**The talk**

A nuclear spin in a conductor is usually relaxed by electrons on its own atom. Today I treat the other channel, the fluctuating Biot–Savart field of currents in the whole crystal. Lee and Nagaosa discussed it for metals in 1991, and Okvátovity, Simon and Dóra for Weyl semimetals in 2016. My setting is $^{207}$Pb (spin 1/2, cubic site) in Sr$_3$PbO. I give you two data sets and we infer the model from them.

**The data**

All data are made for the exercise and rounded as data are. Assumed inputs: $\gamma_n/2\pi = 8.88$ MHz/T, lattice constant 5.16 Å, six twofold degenerate Dirac cones on the Γ–X lines, a field of 2 T, and a net hole density $p = 2.0\times10^{18}$ cm$^{-3}$ known to 10 % from the Hall effect and independent of $T$. Then $\gamma_n = 5.58\times10^7$ rad s$^{-1}$ T$^{-1}$ and $\omega_0/2\pi = 17.8$ MHz.

Set A is the long-range orbital channel alone, as a band calculation with a constant relaxation time and no Landau quantisation would give it, with a statistical bar of 1 %.

| $T$ (K) | 10 | 60 | 100 | 150 | 200 | 250 |
|---|---|---|---|---|---|---|
| $1/T_1T$ ($10^{-8}$ s$^{-1}$K$^{-1}$) | 7.25 | 6.93 | 6.37 | 6.20 | 7.46 | 10.5 |

Set B is the total rate, as a spectrometer would give it, with bars of 5 %: $1.1\times10^{-4}$ s$^{-1}$K$^{-1}$ at 10 K and $6.6\times10^{-4}$ s$^{-1}$K$^{-1}$ at 250 K.

The unknowns are the Fermi energy $E_F$, the velocity $v$, the length that cuts off the logarithm, and the local hyperfine field.

**The forward model**

I use SI units and count energies from the node. The nucleus couples as $-\hbar\gamma_n \mathbf I\cdot\mathbf B$. With $S_{ii}(\omega)=\int dt\,e^{i\omega t}\langle B_i(t)B_i(0)\rangle$, the rate is $1/T_1=\tfrac12\gamma_n^2(S_{xx}+S_{yy})$ at $\omega_0$. A current density makes the field $\mathbf B_{\mathbf q}=i\mu_0\,\mathbf q\times\mathbf j_{\mathbf q}/q^2$, so the coupling goes as $1/q$ and only transverse currents count. For $\hbar\omega_0\ll k_BT$ each transverse component has the noise $2k_BT\,\mathrm{Re}\,\sigma_T(q,\omega_0)$. The angular average of $1-\hat q_x^2$ is 2/3, and the $q^2$ of the volume element cancels the $1/q^2$:

$$\frac1{T_1}=\frac{2}{3\pi^2}\,\gamma_n^2\mu_0^2\,k_BT\int_0^\infty dq\;\mathrm{Re}\,\sigma_T(q,\omega_0).$$

One Weyl node has $H=\hbar v\,\boldsymbol\sigma\cdot\mathbf k$ and current operator $-ev\boldsymbol\sigma$. A massless Dirac cone is two such nodes, which the current does not mix, so our count is $g=12$. For states of energy $E$, with $k=|E|/\hbar v$, the golden rule at $\omega_0\to0$ reads

$$\sigma_{ii}=\pi\hbar e^2v^2\int\frac{d^3k'}{(2\pi)^3}\,|\langle \mathbf k'+\mathbf q|\sigma_i|\mathbf k'\rangle|^2\,\delta(E-\epsilon_{\mathbf k'})\,\delta(E-\epsilon_{\mathbf k'+\mathbf q}).$$

The two delta functions give $k^2/(4\pi^2\hbar^2v^2q)$ for $q<2k$ and zero beyond. The squared matrix elements of the two transverse components add up to $1+q^2/4k^2$, and the longitudinal one vanishes, as current conservation demands. Per node and per polarisation,

$$\sigma_T(q)=\frac{e^2k^2}{8\pi\hbar\,q}\left(1+\frac{q^2}{4k^2}\right),\qquad q<2k .$$

The integral of $1/q$ is the logarithm, and the bracket adds $+\tfrac12$. The lower end needs a cutoff. In a clean crystal, energy conservation requires $q>\omega_0/v$ and supplies a factor $1-\omega_0^2/q^2v^2$, which adds $-\tfrac12$. The result is $L=\ln(2|E|/\hbar\omega_0)$. With a mean free path $\ell\ll v/\omega_0$, and one relaxation time for all angular harmonics, the Boltzmann equation replaces $1/q$ by

$$\frac{2\ell}{\pi}\int_0^1du\,\frac{1-u^2}{1+q^2\ell^2u^2},$$

which is finite at $q=0$. Its integral up to $2k$ is $\ln(2k\ell)-\tfrac12$ for large $k\ell$. Again the halves cancel, and $L=\ln(2k\ell)$ up to terms of order $1/k\ell$. Averaging over the thermal window, $\langle\cdots\rangle=\int dE\,(-\partial f/\partial E)\cdots$,

$$\frac1{T_1T}\bigg|_{\rm orb}=\frac{g}{12\pi^3}\,\frac{k_B}{\hbar}\left(\frac{\gamma_n\mu_0e}{\hbar v}\right)^2\langle E^2L(E)\rangle .$$

Since $\langle E^2\rangle=\mu^2+\pi^2k_B^2T^2/3$, the scale is the larger of $|\mu|$ and $k_BT$, and $1/T_1$ goes from $T$ to $T^3$ times a logarithm.

*Question: Where did the contact term go?*

It belongs to the local channel. A coupling with no $q$ dependence gives the Korringa form $1/T_1T=\pi k_B\hbar\gamma_n^2H_{\rm hf}^2\langle N^2\rangle$. Here $N$ is the total density of states per cell and $H_{\rm hf}$ the field per Bohr magneton. I take this equation as the definition of an effective $H_{\rm hf}$, assumed independent of energy, which absorbs spin–orbit factors, dipolar and on-site orbital terms and intervalley scattering. As $N\propto E^2$, the rate follows $\langle E^4\rangle=\mu^4+2\pi^2\mu^2k_B^2T^2+\tfrac{7}{15}\pi^4k_B^4T^4$.

**The chemical potential moves**

Let $\mu$ now be the magnitude of the chemical potential in units of $E_F$, let $t=k_BT/E_F=T/T_F$ and $x=\pi^2t^2$. The net density of linear cones is proportional to $\mu^3+x\mu$, so fixed $p$ means $\mu^3+x\mu=1$, with $p=gk_F^3/6\pi^2$ and $E_F=\hbar vk_F$. Eliminating $x$, the two averages in units of $E_F^2$ and $E_F^4$ are

$$F=\tfrac23\mu^2+\frac1{3\mu},\qquad G=-\tfrac8{15}\mu^4+\tfrac{16}{15}\mu+\frac7{15\mu^2}.$$

$F$ has a minimum at $\mu^3=1/4$, that is $\mu=0.630$ and $t=0.347$, where $F=2^{-1/3}=0.794$. For $G$ one finds $dG/d\mu=-(32\mu^6-16\mu^3+14)/15\mu^3$, which is always negative, so $G$ rises steadily on heating. A dip in $1/T_1T$ marks the orbital channel in this model.

If $k\ell\propto|E|^\kappa$, then $L(E)=L_F+\kappa\ln|E/E_F|$ with $L_F=\ln(2k_F\ell_F)$, where $\ell_F$ is the mean free path at $E_F$. A constant relaxation time with linear bands means constant $\ell$ and $\kappa=1$. So

$$\frac1{T_1T}=Ck_F^2\,[L_FF(t)+\kappa W(t)],\qquad W=\langle \epsilon^2\ln|\epsilon|\rangle,\quad \epsilon=E/E_F,$$

with $C=(g/12\pi^3)(k_B/\hbar)(\gamma_n\mu_0e)^2$. I integrate $W$ numerically. The Sommerfeld expansion gives the low-temperature form $L_F[1-\tfrac x3(1-\kappa/2L_F)]$ for the bracket.

**Inverting set A**

First the scale. The length $\gamma_n\mu_0e$ is $1.1233\times10^{-17}$ m, and $C=5.33\times10^{-25}$ m$^2$ s$^{-1}$K$^{-1}$. The Hall density gives $k_F=2.145\times10^8$ m$^{-1}$, hence $Ck_F^2=2.45\times10^{-8}$ s$^{-1}$K$^{-1}$. The velocity has dropped out. At low temperature the rate knows only the size of the Fermi surface and the logarithm.

Second, the logarithm. The 10 K point gives $L_F=7.25/2.45=2.96$. The thermal correction turns out below to be 0.15 %, which leaves these digits unchanged. Read as a length, $2k_F\ell=19.3$, so $\ell=45$ nm and $k_F\ell=9.7$.

Third, the energy scale. The 250 K point requires $L_FF+W=10.5/2.45=4.29$. The root is $T_F=424$ K, where $F=1.225$ and $W=0.661$. Then $E_F=36.5$ meV below the nodes and $v=k_BT_F/\hbar k_F=2.59\times10^5$ m/s.

Fourth, which cutoff is it? The clean value would be $\ln(2E_F/\hbar\omega_0)=13.8$, with the cutoff length $v/\omega_0=2.3$ mm. The inferred 2.96 excludes it.

The four unused points test the shape.

| $T$ (K) | 10 | 60 | 100 | 150 | 200 | 250 |
|---|---|---|---|---|---|---|
| $t$ | 0.024 | 0.142 | 0.236 | 0.354 | 0.472 | 0.590 |
| model ($10^{-8}$ s$^{-1}$K$^{-1}$) | 7.24 | 6.89 | 6.40 | 6.17 | 7.41 | 10.5 |

The largest residual is 0.7 %, at 200 K, inside the bar. The end columns were fitted and test nothing.

*Question: Is that solution unique?*

Only with the right points. A rate above the 10 K value is reached at one $t$. A rate inside the dip is reached twice. The model row passes 6.37 between $t=0.236$ and 0.354 and again between 0.354 and 0.472. The 100 K point alone therefore allows a second $T_F$ between 212 and 283 K, which the 250 K point rejects. Three ambiguities remain. The sign of the carriers comes from the Hall effect, since the rate is even in $\mu$. Without $p$, the 10 K point fixes only the product $k_F^2L_F$, and separating the factors would rest on the weak shape term $\kappa W/L_F$. And $g$ is an input.

*Question: You were told that $\kappa=1$. What if you had not been?*

Take $\kappa=0$. The same two points then give $T_F=384$ K, lower by 9 %. That model predicts 5.85 at 150 K, which lies 5.6 % under the datum 6.20, more than five bars. The depth of the dip thus constrains $\kappa$. The initial curvature alone cannot, for it fixes only $E_F^2/(1-\kappa/2L_F)$.

**How errors carry through**

Write $R_{10}$ and $R_{250}$ for the two fitted rates. Because $\ell=e^{L_F}/2k_F$ with $L_F\propto R_{10}\,p^{-2/3}$,

$$\delta\ln\ell=L_F\,\delta\ln R_{10}-\left(\tfrac23L_F+\tfrac13\right)\delta\ln p .$$

The 1 % bar becomes 3.0 %. The second coefficient is 2.31, so the Hall uncertainty becomes 23 % to first order. The neglected terms of order $1/k_F\ell=0.1$ in $L_F$ add about a tenth more. The length sits in an exponent and is the soft parameter.

$T_F$ is stiffer. At 250 K the logarithmic slope of the bracket in $t$ is 1.87, and the terms $L_FF$ and $W$ carry the shares 0.846 and 0.154. Independent 1 % bars give $\sqrt{1+0.846^2}/1.87=0.70$ %. A change of $p$ rescales both points alike and acts only through $W$, with $\delta\ln T_F=0.055\,\delta\ln p$. For the velocity, $\delta\ln v$ contains $-0.28\,\delta\ln p$. So $E_F=36.5\pm0.3$ meV from the bars of set A, and $v=2.6\times10^5$ m/s within 3 %. Transport offers an outside test of $\ell$: $\sigma_0=ge^2k_F^2\ell/6\pi^2\hbar=1.02\times10^5$ S/m, or 0.98 mΩ cm.

*Question: The cones in this compound are neither isotropic nor massless.*

For ellipsoidal cones the relations for $\mu$ and $F$ survive, and $v$ becomes the geometric mean of the three velocities. Cubic symmetry keeps the sum over six cones independent of field direction. But $C$ gains a geometric factor, and 10 % in that factor shifts $\ln\ell$ by 0.30. A mass leaves the $1/q$ coefficient at $e^2k^2/8\pi\hbar$, so to leading logarithm the low-temperature step stands. For an assumed half-gap of 5 meV the shape changes at order $(5/36.5)^2=0.019$, which exceeds the bar. A real $T_F$ would carry a systematic shift of that order. At 250 K the window also reaches energies of several $k_BT$, where real bands bend. The formula $\ln(2k\ell)$ turns negative below 1.9 meV, where the weight $E^2$ makes it harmless.

*Question: Does the magnetic field not cut the logarithm first? And the skin effect?*

The cyclotron radius $\hbar k_F/eB$ is 71 nm at 2 T, and it equals $\ell$ at 3.1 T. So 2 T is marginal, and set A ignores the bending by construction. At 7 T the radius is 20 nm. A rough estimate lowers $L_F$ by $\ln(45/20)=0.81$, or 27 %, and the first Landau level $v\sqrt{2\hbar eB}=25$ meV is comparable with $E_F$, so the theory must be redone. Screening of the fluctuating field acts below the inverse skin depth, $\delta=\sqrt{2/\mu_0\sigma_0\omega_0}=0.37$ mm. It alters $L_F$ by about $\ell/\delta=1.2\times10^{-4}$.

**Inverting set B**

Try the orbital formula first. It would need $L_F=1.1\times10^{-4}/2.45\times10^{-8}=4.5\times10^3$, which no cutoff length can supply. The rise from 10 to 250 K is a factor 6.0, against 1.45 in set A. So we use the local channel. Treating 10 K as zero temperature, $G=6.0$ gives $T_F=425$ K, and the root is unique because $G$ is monotonic. The ratio is uncertain by 7.1 % and the logarithmic slope is 3.5, which leaves 2.0 % in $T_F$. Both sets were made from one cone model, so the closeness to set A only checks the algebra. With $N(E_F)=3pa^3/E_F=0.0226$ states per eV and cell, the 10 K point gives $H_{\rm hf}=20$ T per $\mu_B$, or 200 kOe/$\mu_B$. The size of set B was chosen so that this field falls at the tens of tesla typical of $^{207}$Pb coupled to bands with little 6s weight.

One more channel threatens the upper point. Two-phonon relaxation of $^{207}$Pb in insulating lead salts is typically of order 0.1 s$^{-1}$ near room temperature, and set B has $1/T_1=0.165$ s$^{-1}$ at 250 K. If such a term is present, the $T_F$ from set B comes out too low.

*Question: Could one then ever see the logarithm on this nucleus?*

Not in this model. At 10 K the orbital share is $6.6\times10^{-4}$ of the total, and the 5 % bar is 76 times larger. The orbital $T_1$ alone would be 16 days. The share grows as $L/E^2$. At fixed $L$ it reaches parity at $E=0.94$ meV, or 11 K. There $k\ell=0.25$, so the logarithm is gone, and that energy lies inside the assumed gap. Crystals of Sr$_3$PbO typically hold more holes than our sample, up to about $10^{20}$ cm$^{-3}$, and the share falls roughly as $p^{-2/3}$. The channel needs a nucleus with a weak local coupling and a long mean free path. The values $E_F=36.5$ meV, $v=2.6\times10^5$ m/s, $\ell=45$ nm and $H_{\rm hf}=20$ T/$\mu_B$ are the model's, not the material's. The velocity lies among the few $10^5$ m/s typical of band calculations for this compound, because the data were built that way.